# Band nonparabolicity in the winding-number sum of a quantum ring

## Statement

One electron moves on a ring of radius $R$ threaded by a flux line $\Phi=fh/e$. Spin is a constant factor until the last section. With band-edge mass $m$, $I=mR^2$, $B=\hbar^2/2I$ and $\beta=1/k_BT$, the levels are $B(n-f)^2$ and

$$Z_0=\sum_{n}e^{-\beta B(n-f)^2}=\sqrt{\frac{2\pi I}{\beta\hbar^2}}\sum_{w}e^{-2\pi^2Iw^2/\beta\hbar^2}\cos 2\pi wf ,$$

where $n$ and $w$ run over all integers. The Gaussian weights assume an energy quadratic in momentum. Replace this by the Kane-type relation $E(1+\alpha E)=\varepsilon$, where $\varepsilon=\varepsilon_\perp+B(n-f)^2$ is the eigenvalue of the parabolic problem and $\varepsilon_\perp$ comes from the lowest transverse mode. Let $E_\perp(1+\alpha E_\perp)=\varepsilon_\perp$ and define

$$\gamma=1+2\alpha E_\perp,\quad B^*=\frac{B}{\gamma},\quad \alpha^*=\frac{\alpha}{\gamma},\quad t=\beta B^*,\quad u_w=\frac{\pi^2w^2}{t},\quad \eta=\alpha^*k_BT .$$

1. Winding $w$ still carries the factor $\cos2\pi wf$, so flux dependence still comes only from $w\neq0$.
2. To first order in $\eta$,
$$Z=e^{-\beta E_\perp}\sqrt{\frac{\pi}{t}}\sum_w e^{-u_w}\Big[1+\eta\big(u_w^2-3u_w+\tfrac34\big)\Big]\cos 2\pi wf .$$
The moment of inertia becomes $\gamma I$, and each weight gains a polynomial factor.
3. To all orders in the model, the weight of winding $w$ relative to winding zero is
$$a_w=\frac{1}{\sqrt{1+4\eta u_w}}\,\frac{K_1\!\big(\sqrt{1+4\eta u_w}/2\eta\big)}{K_1(1/2\eta)},$$
with $K_1$ the modified Bessel function of the second kind.

## Where the assumption enters

For any even dispersion $E(x)$, $x=n-f$, Poisson summation gives

$$Z=\sum_w\int_{-\infty}^{\infty}dx\,e^{-\beta E(x)}e^{2\pi iw(x+f)}=\sum_w\cos(2\pi wf)\int_{-\infty}^{\infty}dx\,e^{-\beta E(x)}\cos 2\pi wx .$$

This proves the first claim. It uses only the periodicity of the angle and the coupling of the flux through $n-f$. The quadratic form is needed in the next step, the integral over $x$. In the time-sliced path integral the same integral appears in every slice. For $E=Bx^2$ it is Gaussian and produces the Euclidean action $\int_0^{\beta\hbar}\tfrac12I\dot\varphi^2d\tau$. On the uniform path $\varphi=2\pi w\tau/\beta\hbar$ this action equals $\hbar\cdot2\pi^2Iw^2/\beta\hbar^2$, and the fluctuation factor is the same for all $w$. A nonquadratic $E$ changes both the action and the fluctuation factor.

## Proof of the first correction

The positive root is $E=-1/2\alpha+\sqrt{M^2+c^2x^2}$, with $M=E_\perp+1/2\alpha=1/2\alpha^*$ and $c^2=B/\alpha=2MB^*$. Expanding in $x$,

$$E=E_\perp+B^*x^2-\alpha^*(B^*x^2)^2+\dots$$

The truncated series is unbounded below, so the quartic term serves only as a perturbation. Since $\beta\alpha^*B^{*2}x^4=\eta\,(tx^2)^2$, it inserts $1+\eta t^2\partial_t^2$ in front of the Gaussian integral $G=\sqrt{\pi/t}\,e^{-\pi^2w^2/t}$. From $\partial_t\ln G=(u_w-\tfrac12)/t$ and $\partial_t^2\ln G=(\tfrac12-2u_w)/t^2$,

$$\frac{t^2\partial_t^2G}{G}=\big(u_w-\tfrac12\big)^2+\tfrac12-2u_w=u_w^2-3u_w+\tfrac34 .$$

This is the second claim. The term $u_w^2$ is the quartic energy at the imaginary saddle $x=i\pi w/t$, where $tx^2=-u_w$. The other terms come from fluctuations. Dividing by the $w=0$ term gives $a_w\approx e^{-u_w}[1+\eta(u_w^2-3u_w)]$, which requires $\eta u_w^2\ll1$ and not merely $\eta\ll1$.

## Proof of the closed form

Put $q=2\pi w$, $cx=M\sinh\theta$, $s_w=\sqrt{\beta^2+q^2/c^2}$ and $\cos\chi=\beta/s_w$. The exponent $-\beta\sqrt{M^2+c^2x^2}+iqx$ equals $-Ms_w\cosh(\theta-i\chi)$. Shifting $\theta\to\theta+i\chi$ is allowed because $|\chi|<\pi/2$. The part of the Jacobian $(M/c)\cosh(\theta+i\chi)$ odd in $\theta$ drops out, and $\int_{-\infty}^{\infty}\cosh\theta\,e^{-z\cosh\theta}d\theta=2K_1(z)$ gives

$$Z=e^{\beta/2\alpha}\sum_w\frac{2M\beta}{c\,s_w}K_1(Ms_w)\cos2\pi wf .$$

With $M\beta=1/2\eta$ and $q^2/c^2\beta^2=4\eta u_w$ this is the third claim. For small $\eta$, $K_1(z)\approx\sqrt{\pi/2z}\,e^{-z}$ yields

$$a_w\approx(1+4\eta u_w)^{-3/4}\exp\!\Big[-\frac{\sqrt{1+4\eta u_w}-1}{2\eta}\Big],$$

whose first-order expansion is the result above. The exponent grows linearly with $T$ only while $4\eta u_w<1$. It never exceeds $\sqrt{u_w/\eta}=\pi|w|/\sqrt{\alpha^*B^*}$.

## Persistent current

Take $J=-\partial F/\partial\Phi=(e/h)k_BT\,\partial_f\ln Z$, positive when it adds to the applied flux. For $a_1\ll1$,

$$J=-\frac{4\pi e k_BT}{h}\,a_1\sin2\pi f .$$

At $f=1/4$ the relative corrections to this formula are of order $a_2$. At $T=0$ and $|f|<1/2$ the level $n=0$ gives $J=-(2eB^*/h)f\,(1-2\alpha^*B^*f^2)$.

## Size in an InAs ring of radius 20 nm

The compiled 0 K values for bulk InAs (Vurgaftman 2001) are $m=0.026\,m_e$, $E_g=0.417$ eV and spin-orbit splitting $\Delta=0.39$ eV. They give $B=3.66$ meV, or 42.5 K. One flux quantum corresponds to 3.29 T through the ring.

To obtain $\alpha$, use Kane's secular equation without remote bands. With $\mu=m/m_e$ and $E'=E-\mu\varepsilon$ (the free-electron kinetic energy removed), it reads

$$E'=(1-\mu)\,\varepsilon\,\frac{g(E')}{g(0)},\qquad g(E')=\frac{2}{E'+E_g}+\frac{1}{E'+E_g+\Delta}.$$

Expanding, $E=\varepsilon-\alpha\varepsilon^2$ with $\alpha=(1-\mu)^2\alpha_0$ and $\alpha_0=-g'(0)/g(0)=2.16$ eV$^{-1}$, so $\alpha=2.05$ eV$^{-1}$.

The confinement energy is an assumed input, $E_\perp=0.20$ eV, of the order expected for a ring a few nm high. Adding $\varepsilon_\perp$ to $Bx^2$ treats the walls as impenetrable. Then $\gamma=1.82$, the azimuthal mass is $0.047\,m_e$, $B^*=2.01$ meV and $\alpha^*=1.13$ eV$^{-1}$.

| $T$ (K) | $u_1$ | $\eta$ | $e^{-u_1/\gamma}$ (bulk mass) | $e^{-u_1}$ (mass $\gamma m$) | $1+\eta(u_1^2-3u_1)$ | $a_1e^{u_1}$ (closed form) |
|---|---|---|---|---|---|---|
| 10 | 4.23 | $0.97\times10^{-3}$ | $9.8\times10^{-2}$ | $1.46\times10^{-2}$ | 1.005 | 1.005 |
| 20 | 8.45 | $1.94\times10^{-3}$ | $9.6\times10^{-3}$ | $2.14\times10^{-4}$ | 1.089 | 1.090 |
| 30 | 12.68 | $2.91\times10^{-3}$ | $9.4\times10^{-4}$ | $3.1\times10^{-6}$ | 1.36 | 1.39 |

At $T=0$ and $f\to1/2$ the model's current falls from 142 nA to 78 nA through $\gamma$, and the quartic term lowers it by a further 0.11 per cent. At 10 K and $f=1/4$ the magnitude falls from 41 nA to 6.1 nA, and the quartic term adds 0.03 nA. The condition $4\eta u_1=1$ is met at $k_BT=c/2\pi=6.73$ meV, or 78 K, and the bound on the exponent is 66.0. The departure from exponential decay in $T$ therefore sets in only where the flux dependence is already negligible.

## Neglected terms of similar size

**Form of the dispersion.** The relation $E(1+\alpha E)=\varepsilon$ matches the secular equation only through order $\varepsilon^2$. The secular equation itself gives $d\varepsilon/dE=1.78$ at 0.20 eV in place of 1.82. This raises $a_1$ at 10 K by 10 per cent.

**Radial width.** Take a hard-wall annulus of assumed width $W=10$ nm, and let $y=r-R$. The flux-dependent part of the centrifugal term is $Bx^2(1-2y/R+3y^2/R^2)$. In first order, $\langle y^2\rangle=W^2(1/12-1/2\pi^2)$ raises $B$ by 2.5 per cent and $a_1$ at 10 K by 11 per cent. In second order the linear term needs the box sum $\sum_{k>1}|y_{k1}|^2/(\varepsilon_k-\varepsilon_1)=(15-\pi^2)mW^4/24\pi^4\hbar^2$. It adds $-\alpha_W(Bx^2)^2$ to $\varepsilon$, with $\alpha_W=(15-\pi^2)(W/R)^4/12\pi^4B=0.075$ eV$^{-1}$. Relative to the band quartic term this is $\gamma^2\alpha_W/\alpha$, or 12 per cent. A uniform field in place of the flux line adds terms of the same order in $W/R$.

**Rashba coupling.** A coupling $\alpha_R$ mixes the states $|j-\tfrac12,\uparrow\rangle$ and $|j+\tfrac12,\downarrow\rangle$ with matrix element $\alpha_Rj/R$. The eigenvalues are $B^*[j^2+\tfrac14\pm j\sqrt{1+Q^2}]$ with $Q=\alpha_R/RB^*$, and the flux enters as $j\to j-f$. The two branches see $f\pm\delta$ with $\delta=(\sqrt{1+Q^2}-1)/2$, so without Zeeman splitting $a_1$ is multiplied by $\cos2\pi\delta$. A typical $\alpha_R\approx20$ meV nm gives $Q=0.50$, $\delta=0.058$ and a reduction by 7 per cent.

At 10 K each of these three changes of $a_1$ exceeds the quartic band correction, and each is much smaller than the effect of $\gamma$. The Gaussian winding sum thus remains adequate where the current is appreciable, provided $I$ is built from the confined mass.

The currents are the model's. It uses unstrained bulk parameters, while real rings are strained and alloyed with gallium. Masses typically inferred for them lie near 0.05 to $0.07\,m_e$, so the model's mass is low by up to about a third and its currents are too high. A mass of $0.06\,m_e$ in the Gaussian sum would give 2.0 nA at 10 K and $f=1/4$ in place of 6.1 nA.